## How fine must the density grid be?

For the cubic nitride W₃N₄, refining the density grid from 0.20 to 0.17 Å raises the energy by 2.7 meV/atom, while all finer grids together add less than 1 meV/atom. The energy also overshoots slightly before it settles. Both features are compatible with what the grid does: it adds no freedom to the orbitals, but samples the density that they form.

GPAW 26.7.0 calculations of cubic W₃N₄ (Pm-3m, 7 atoms, fixed cell) with the r2SCAN functional, PAW data sets (gpaw-data 1.2.1) and an 800 eV plane-wave cutoff, without spin polarisation. All runs use a 5×5×5 k mesh and Fermi-Dirac smearing of 0.05 eV; energies are extrapolated to zero smearing, and gaps are taken on the k mesh.

```csv
sweep value,energy less tightest (meV/atom),pressure (GPa),gap (eV),largest force (eV/Å),scf iterations
0.2,-3.160,19.536,0.000,0.000,11
0.17,-0.490,19.842,0.000,0.000,11
0.15,0.230,19.780,0.000,0.000,11
0.13,0.180,19.784,0.000,0.000,11
0.11,0.040,19.784,0.000,0.000,11
0.09,0.000,19.785,0.000,0.000,11
```

The sweep value is the requested grid spacing h in Å. The column "energy less tightest" gives the energy relative to the run at 0.09 Å, so a negative entry lies below that run. The calculations use a meta-GGA density functional with plane waves, on one fixed cell and without spin polarisation.

### Two lengths set by the cutoff

The plane-wave cutoff fixes the shortest wave in the orbitals. A free electron of energy E has the wave number k given by E = ħ²k²/2m, and 800 eV corresponds to k = 14.5 Å⁻¹. A grid of spacing h can represent wave numbers up to π/h, because a wave needs at least two points per period. The orbitals therefore fit on the grid if h is below π/k = 0.217 Å.

The density is more demanding. It is built from products of orbitals, and the product of two waves contains the sum of their wave numbers, so the density reaches up to 2k. Holding all of it takes a spacing of half the first length, 0.108 Å. Both lengths shrink as the inverse square root of the cutoff: four times the cutoff calls for half the spacing.

Judged by their requested spacings, the listed grids from 0.20 to 0.11 Å lie between these two lengths, although the last of them almost reaches the finer one. They hold the orbitals in full and the density only in part. The grid at 0.09 Å holds both. Even there the exchange-correlation energy is not exact, because it depends on the density in a nonlinear way and so contains still shorter waves. The last refinement changes the energy by only 0.04 meV/atom, however, so this grid serves well as a reference. A further run at 0.24 Å failed; that spacing is too coarse even for the orbitals, which is a likely reason, though an untested one.

### What happens to the part that does not fit

Density waves beyond π/h do not simply vanish when the density is formed on the grid. On points spaced by h, a wave of wave number q takes the same values as one of wave number q − 2π/h. The short wave is thus mistaken for a longer one, an effect known as aliasing.

At 0.20 Å, 2π/h is 31.4 Å⁻¹ and the density reaches 29.0 Å⁻¹. The shortest density wave therefore appears at 31.4 − 29.0 = 2.4 Å⁻¹, among the long waves that describe how charge is shared between atoms. At 0.17 Å the same subtraction gives 37.0 − 29.0 = 8.0 Å⁻¹, and the long waves below that value stay clean. These figures are nominal, since the cell edge must hold a whole number of grid points and the actual spacing can differ a little from the requested one.

How much harm this does depends on how strong the misplaced waves are. The PAW method replaces the rapid oscillations near the nuclei by smooth functions, whose short-wave components are weak. A density wave near 2k needs two orbital waves that both lie near the cutoff, so its strength is a product of two small numbers. This is why the error should fall steeply well before the grid can hold the whole density. The row at 0.17 Å agrees with this: its grid spans only 64 % of the density's range of wave numbers, yet its energy is within 0.5 meV/atom of the reference. Aliasing need not be the whole error, though. The exchange-correlation energy is summed over grid points, and some meta-GGA functionals, notably SCAN, are known to be sensitive to the grid used for that sum. r2SCAN was designed to cure most of this sensitivity, so its share may well be small here, but these runs cannot separate it from aliasing.

### Why the energy approaches from below and then overshoots

If a finer grid gave the orbitals more freedom, the energy could only fall, as it does when a plane-wave basis is enlarged. Here it rises from 0.20 to 0.15 Å. The orbital basis is the same in every row; what changes is the accuracy with which the energy of those orbitals is evaluated. Such an error can have either sign.

The row at 0.15 Å, which lies 0.23 meV/atom above the reference, is therefore no sign of a faulty run. Several parts of the energy are evaluated with the help of the grid, among them the electrostatic and the exchange-correlation energy. If their errors differ in sign and fade at different rates, the sum can pass through zero. The table gives only the total, so it cannot tell which part is responsible.

### No simple power of the spacing

In many numerical schemes the error shrinks as h². That law can be tested by fixing it to the energy at 0.20 Å and to zero at 0.09 Å, which leaves the four rows between them as the test. At 0.17 Å it predicts −2.06 meV/atom, about four times the calculated −0.49. It also keeps the error negative throughout, whereas the calculated one turns positive.

A higher power comes closer at 0.17 Å, but no single power can reproduce the change of sign. Between 0.20 and 0.17 Å the error falls roughly as the eleventh power of h, while between 0.15 and 0.13 Å it hardly changes. That last change, 0.05 meV/atom, is comparable with the tolerance of the self-consistency cycle and deserves no interpretation. Extrapolating from two coarse grids would thus be unsafe; a run on a finer grid is the better test.

### The pressure settles earlier

The pressure is 0.25 GPa too low at 0.20 Å and 0.06 GPa too high at 0.17 Å, again relative to the finest grid. From 0.15 Å on it stays within 0.01 GPa. At 0.15 Å the pressure miss is about 2 % of its size at 0.20 Å, while the energy miss is still about 7 %. In this relative sense the pressure settles earlier. Pressure measures how the energy changes with volume, so an energy error that is the same at neighbouring volumes drops out. This may play a part here, but runs at neighbouring volumes would be needed to show it. The pressure itself, near 19.8 GPa, means that the fixed cell is compressed relative to the equilibrium cell of this functional.

The forces offer no such test. Each atom sits where symmetry makes the force vanish, so the zeros would appear on a poor grid as well. A grid chosen from this table is tested for energy and pressure, but not for displaced atoms.

### What the choice means in use

For this cell and cutoff, 0.17 Å suffices if errors of 0.5 meV/atom and 0.06 GPa are acceptable. These are errors of the density grid alone: the cutoff and the k mesh are usual working values, not converged limits, and their own errors were not tested here. At 0.20 Å the energy of the seven-atom cell is too low by 7 × 3.16 = 22 meV. Tungsten nitrides serve in chips as barrier layers between metal wiring and its surroundings, and calculations help to judge which of their phases is stable. Where two phases differ by only a few meV/atom, a grid error of this size could affect their order unless it is nearly the same in both.
